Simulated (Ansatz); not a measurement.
# From Al to In: the atomisation energy (no zero-point term)

Gas-phase molecules, one atom swapped for its congeners: C2H3AlCl2 `C=[CH][Al]([Cl])[Cl]`; C2H3Cl2Ga `C=[CH][Ga]([Cl])[Cl]`; C2H3Cl2In `C=[CH][In]([Cl])[Cl]`. All are singlets with charge 0.

Shapes, held fixed at every level: PBE0-D4/def2-TZVP. Programs: Ansatz 0.2.0. Values in eV.

```
               level  C2H3AlCl2  C2H3Cl2In
r2SCAN-D4/def2-TZVPP      32.03      29.15
  PBE0-D4/def2-TZVPP      31.91      29.15
  wB97X-V/def2-TZVPP      31.80      29.08
        MP2/def2-SVP      30.81      28.00
    CCSD(T)/def2-SVP      30.18      27.40
  CCSD(T)/def2-TZVPP      30.95      28.26
```

Problem. Estimate the column for C2H3Cl2Ga from its neighbours.

Solution. The mean of the neighbours at CCSD(T)/def2-TZVPP is 29.61 eV, against 29.56 from the run. All rows: r2SCAN-D4/def2-TZVPP 30.43; PBE0-D4/def2-TZVPP 30.39; wB97X-V/def2-TZVPP 30.24; MP2/def2-SVP 29.40; CCSD(T)/def2-SVP 28.77; CCSD(T)/def2-TZVPP 29.56 eV. At CCSD(T)/def2-TZVPP the atomisation energy falls at every step, from 30.95 to 28.26 eV. Every level shows the same order. For atoms past krypton def2 sets carry core potentials with scalar relativity. Relativity is left out for Ga. Outer-core shells of Ga, In are correlated in most correlated rows, in sets that cover them unevenly. Spin-orbit coupling, which grows down the group, is left out (summed over each molecule's free atoms 0.09, 0.15, 0.26 eV). Coupled cluster in double- or triple-zeta sets underbinds by a few per cent against its basis-set limit.

Replacing Al by Ga and then In lowers the atomisation energy at every level, and the first step is the larger one in every row, though only barely with MP2. Since the vinyl group and both chlorines are common to all three molecules, the fall mainly reflects weaker metal-chlorine and metal-carbon bonds. From Ga to In the valence s and p orbitals become more diffuse and overlap less well with those of carbon and chlorine, whereas from Al to Ga they hardly change in size. Gallium is, however, less electropositive than aluminium, because its filled d shell screens the nucleus poorly. This reduces the ionic part of the Ga-Cl bonds and raises the cost of bringing the s pair into three bonds.

The same d-shell effect probably helps to place Ga slightly below the mean of its neighbours, but at the coupled-cluster level that offset is too small to be firm evidence. Free-atom spin-orbit terms would steepen the overall decline, not reverse it. Total atomisation energies do not separate the metal-carbon from the metal-chlorine contribution, nor do they measure the preference for the monovalent state.
